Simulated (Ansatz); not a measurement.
## B₆As: electrons, doping and thermopower

Plane-wave DFT in Ansatz, LDA, scalar-relativistic PAW potentials, cutoff 420 eV, no spin-orbit coupling; no spin polarisation. B₆As in space group R-3m, which needn't be the usual phase of this composition. Boltzmann transport at 300 K in rigid bands with one relaxation time, bands interpolated from the k mesh 6×6×6; values are means over x, y, z.

```csv
electrons (cm⁻³),size of S (μV/K),σ/τ (Ω⁻¹ m⁻¹ s⁻¹)
10^18,487.9,7.94e+16
10^19,?,7.92e+17
10^20,121.4,7.76e+18
10^21,34.1,6.88e+19
```

Take the lowest doping as non-degenerate: get the effective density of states and the masses, and predict the missing S.

For parabolic bands and one τ, |S| = (k_B/e)(5/2 − η) with k_B/e = 86.17 μV/K and n = N e^η. The first row gives η = -3.16, N = 2.36×10¹⁹ cm⁻³ and, from N = 2.509×10¹⁹ cm⁻³ × m_d^(3/2), a density-of-states mass of 0.96 mₑ (all valleys and bands together). σ/τ = ne²/m_c gives a conductivity mass of 0.36 mₑ; m_d is 2.7 times m_c, the sign of several valleys, several bands or anisotropy. A decade of doping costs (k_B/e) ln 10 = 198.4 μV/K, which predicts 290 μV/K; the run gave 292.6. There η is about -0.9, where Fermi statistics begin to count, but their first corrections to η and to the mean carrier energy nearly cancel, so the rule still holds. At 10^21 cm⁻³ the rule would give -107 μV/K against 34.1: the gas is degenerate there. Scattering that depends on energy changes the 5/2, and whether such doping can be reached wasn't computed.

Cost: about 86 core-minutes for the runs cited, on Intel Xeon Processor @ 2.50GHz (Skylake/Cascade Lake) (shared hosts).

The thermopower falls with doping because the Fermi level climbs towards and then into the conduction band, so each carrier transports less entropy. Conductivity pulls the other way, and of the four dopings the product S²σ/τ is largest at 10^20 cm⁻³, where the gas is already leaving the classical limit. That maximum is one of power factor per relaxation time. Stronger impurity scattering at high doping would shorten τ and probably move the real optimum to fewer carriers.

σ/τ also rises slightly less than in proportion to the electron count, most visibly at 10^21 cm⁻³. In parabolic bands with fixed masses it would stay proportional even in the degenerate regime, so this suggests that the bands flatten away from their minimum or that heavier ones begin to fill. The light conductivity mass beside a heavier density-of-states mass is favourable for a thermoelectric, since it combines many available states with easy acceleration. Without the lattice thermal conductivity, however, no figure of merit follows.
